## Which simple cubic element is which?

I have eight rows of LDA results for elements that were all held in the simple cubic structure. The rows carry letters in place of names, and the list of candidates stands beside them.

Elements in the simple cubic structure, from equation-of-state runs with Ansatz 0.2.0: LDA (PW92), plane-wave PAW, scalar-relativistic, without spin polarisation. The plane-wave cutoff is 420 eV, and Fermi-Dirac smearing has a width of 0.1 eV. Candidates: Ag, Pb, Bi, Tl, In, Sb, Te, Sn.

```tsv
row	volume per atom, LDA (Å³)	bulk modulus, LDA (GPa)	bulk modulus pressure derivative, LDA
A	27.15	57.6	4.77
B	30.73	61.7	4.68
C	32.70	56.9	4.73
D	29.41	36.6	5.30
E	18.55	104	5.56
F	31.19	47.4	4.92
G	28.11	63.7	4.75
H	26.17	46.7	5.50
```

For orientation, I know three more elements treated in the same way. Gold has 19.01 Å³ per atom and a bulk modulus of 147 GPa, while cadmium and mercury take 23.22 and 24.22 Å³. Can the eight rows be assigned by reasoning from volume and stiffness, and how far should each assignment be trusted? I tried sorting by bulk modulus alone and got stuck at once, because rows F and H look like twins.

## Answer

Take out the odd row first, then sort the rest by stiffness per atom, and use size last. That order matters, as you will see.

**The odd row**

Row E has 18.55 Å³ per atom, and the next smallest cell, that of row H, has 26.17 Å³. Seven of your candidates bind with p electrons. Silver is the exception, with a single s electron outside a filled d shell. The d electrons screen the nucleus poorly, so the s electron is held close, and they also take part in the binding. A small, stiff crystal close in size to gold is what this leads to, so E is silver.

**Why F and H look like twins**

The bulk modulus $B$ is an energy per volume. Rows F and H have nearly the same $B$, 47.4 and 46.7 GPa, but an atom in F occupies a much larger cell. To compare atoms, multiply by the volume per atom $V$. Since $B = V\,d^2E/dV^2$, and the slope of the energy per atom $E$ vanishes at equilibrium,

$$BV = \frac{d^2E}{d(\ln V)^2}.$$

This is the curvature of the energy per atom against a relative change of volume. For row H the product is $46.7 \times 26.17 = 1222$ GPa Å³. One eV/Å³ is 160.2 GPa, so this is 7.6 eV. The same arithmetic gives 9.2 eV for row F, and the twins part.

Applied to all seven rows, the product sorts them into three sets. D and H lie near 7 eV, F and A near 9.5 eV, and G, C and B between 11.2 and 11.8 eV. The gaps between the sets are wider than the spread within any of them. Two, two and three is also how the candidates divide: indium and thallium have one outer p electron, tin and lead have two, and antimony, bismuth and tellurium have three or four.

**Why more p electrons mean a stiffer atom**

It remains to explain why the softest set should have the fewest p electrons. The three p orbitals of each atom broaden into a band with room for six electrons. States in its lower half are bonding and those in its upper half antibonding. Each p electron therefore adds binding until the band is half full, at three electrons.

A small model ties this to the curvature. Let the energy per atom at neighbour distance $R$ be a repulsion less a band energy, $E = aR^{-m} - cR^{-n}$, with $m > n$. At equilibrium the slope vanishes, so $m\,aR^{-m} = n\,cR^{-n}$. Using this to remove the repulsion from the second derivative, and remembering that $V$ grows as $R^3$, one finds

$$BV = \frac{n(m-n)}{9}\,E_\text{band}, \qquad E_\text{band} = cR^{-n}.$$

If the exponents stay alike along a row of the periodic table, the curvature follows the band energy. For a band of width $W$ with evenly spread states, filling it with $N$ electrons gains $\tfrac{W}{12}N(6-N)$. At fixed width the energies for one, two, three and four p electrons then stand as 5 : 8 : 9 : 8.

So the order of the sets is the order of p filling. D and H are indium and thallium. The formula alone would put tellurium beside tin and lead, but the middle set has only two places. I keep tin and lead together there, as members of one group, which leaves antimony, bismuth and tellurium for the stiff trio. This step is an argument from the sizes of the sets and not from the formula. The pressure derivative of the bulk modulus supports setting D and H apart. It is 5.30 and 5.50 for D and H, and lies between 4.68 and 4.92 for the other five p elements.

The silver row shows why the order of the steps matters. Its curvature is 12.0 eV, close to that of the stiff trio, although the 5p shell of its free atom is empty. The product is a guide to p filling only among the p elements.

**Size separates the pairs**

Within a group of the periodic table, the heavier element has its valence electrons in a shell further out. Mercury is only slightly larger than cadmium, because relativity draws in its 6s electrons and the filled 4f shell screens the nucleus poorly. The 6p electrons feel the relativistic pull less, so the difference should be greater among p elements. The larger cell in each pair then belongs to the heavier element: H is indium and D thallium, A is tin and F lead.

**The difficult trio**

Three rows remain, and their curvatures are too close to decide anything. Here I use continuity: I assume that the third p electron changes the volume by about as much as the second did. From indium to tin the volume grows by $27.15 - 26.17 = 0.98$ Å³. The same step again leads to 28.13 Å³ for antimony, and row G has 28.11 Å³.

For bismuth, the step from thallium to lead gives $2 \times 31.19 - 29.41 = 32.97$ Å³. Row C has 32.70 Å³, close to this. Row B, at 30.73 Å³, is well below it and would make bismuth smaller than lead. So C is bismuth, and B is left for tellurium.

Equal steps are an assumption about a smooth trend, and no law demands them. Nor does the bulk modulus settle the matter. The same rule applied to $B$ overshoots row G by 7.5% of its value, which is more than the 5.7% by which it would miss row B if that were bismuth. The volume alone carries this choice.

A handbook density would be a poor referee here. The structure is imposed, and LDA usually makes cells somewhat too small. These runs also use atomic datasets made for another functional, PBE, with an error that has not been tested. Spin-orbit coupling, which matters most for the heavy p elements, is left out as well. Spin was switched off in the runs, so zero moments are imposed. Comparing a row with its neighbours in the same set is safer.

The verdict from the values alone is this:

- **Sure:** E is silver, H indium and D thallium.
- **Fairly sure:** A is tin, F lead and G antimony.
- **Probable, and open to exchange:** C is bismuth and B tellurium.

**The names**

The rows with their labels:

```tsv
element	Z	valence electrons	k mesh	volume per atom, LDA (Å³)	bulk modulus, LDA (GPa)	bulk modulus pressure derivative, LDA
Ag	47	11	13×13×13	18.55	104	5.56
Cd	48	12	12×12×12	23.22	51.0	5.84
In	49	3	12×12×12	26.17	46.7	5.50
Sn	50	4	12×12×12	27.15	57.6	4.77
Sb	51	5	12×12×12	28.11	63.7	4.75
Te	52	6	11×11×11	30.73	61.7	4.68
Au	79	11	13×13×13	19.01	147	5.45
Hg	80	12	18×18×18	24.22	53.4	6.84
Tl	81	3	12×12×12	29.41	36.6	5.30
Pb	82	4	11×11×11	31.19	47.4	4.92
Bi	83	5	11×11×11	32.70	56.9	4.73
```

All eight assignments hold, including the doubtful pair. That makes the reasoning useful, but it doesn't make every part of the model right. Tellurium and indium show where it bends.

**What tellurium does with its fourth p electron**

The band formula gives tellurium the same curvature as tin, since $N(6-N)$ is 8 for both two and four electrons. Scaled to antimony, whose curvature is 11.18 eV, that means $\tfrac{8}{9} \times 11.18 = 9.9$ eV. Tin, which had no part in setting the scale, comes out at 9.8 eV in the calculation. Lead fits less well: scaled to bismuth in the same way, the formula gives 10.3 eV, against 9.2 eV in the calculation. Tellurium comes out at 11.8 eV, so the predicted fall beyond half filling does not appear in the curvature.

The fourth electron may show in the size of the cell instead. From antimony to tellurium the volume grows by $30.73 - 28.11 = 2.62$ Å³, more than twice the step before it. The band picture offers a reason: the fourth electron enters antibonding states, which weaken and lengthen the bonds. But weaker bonds should also lower the curvature, and it rises, so this can be only part of the story. The bulk modulus itself hardly moves, from 63.7 to 61.7 GPa, and I would treat those two as equal, since convergence with the k mesh was not tested.

**Where the simple band is too simple**

For indium, too, the formula is too low. It gives $\tfrac{5}{9} \times 11.18 = 6.2$ eV, against 7.6 eV in the calculation. Cadmium, just before it, points to the cause. The 5p shell of its free atom is empty, so the formula would give it no stiffness at all, yet its curvature is 7.4 eV. In the crystal the s and p bands overlap and mix, and the d shell is not inert either, so binding doesn't start from zero with the first p electron.

Would it be enough to count electrons and forget about bonding and antibonding states? In a uniform, non-interacting gas of the $N_v$ outer s and p electrons, the curvature goes as $N_v^{5/3}/V^{2/3}$ and keeps climbing. I scaled both formulas to antimony and bismuth, each for its own period, and compared them with the other five p elements. The root-mean-square miss is 0.17 of the group 15 value for the gas and 0.10 for the band. The band is the better guide, though five elements make a modest test.

**What the numbers are good for**

None of these elements is simple cubic under ordinary conditions, so the table doesn't give the moduli of the real solids. Antimony, bismuth and tellurium don't keep six equal neighbours in nature. They shorten some bonds and lengthen others, which lowers the energy of a partly filled p band, and the imposed cubic cell forbids this. The table compares atoms in one common setting, and that is what made the identification possible.

One thing in it still puzzles me. In the two-term model, a larger band energy with the same repulsion pulls the atoms together. From indium to antimony, and from thallium to bismuth, the curvature rises as expected, but the cells grow. If the exponents stay alike, the repulsion must therefore grow too. The filled s shell alone is a poor suspect, since every one of these atoms has it and the rising nuclear charge draws it in. The added p electrons bring kinetic energy and repel one another, so they may supply the extra push as well as the stiffer bonds. That is a guess, and these runs don't separate the two effects.
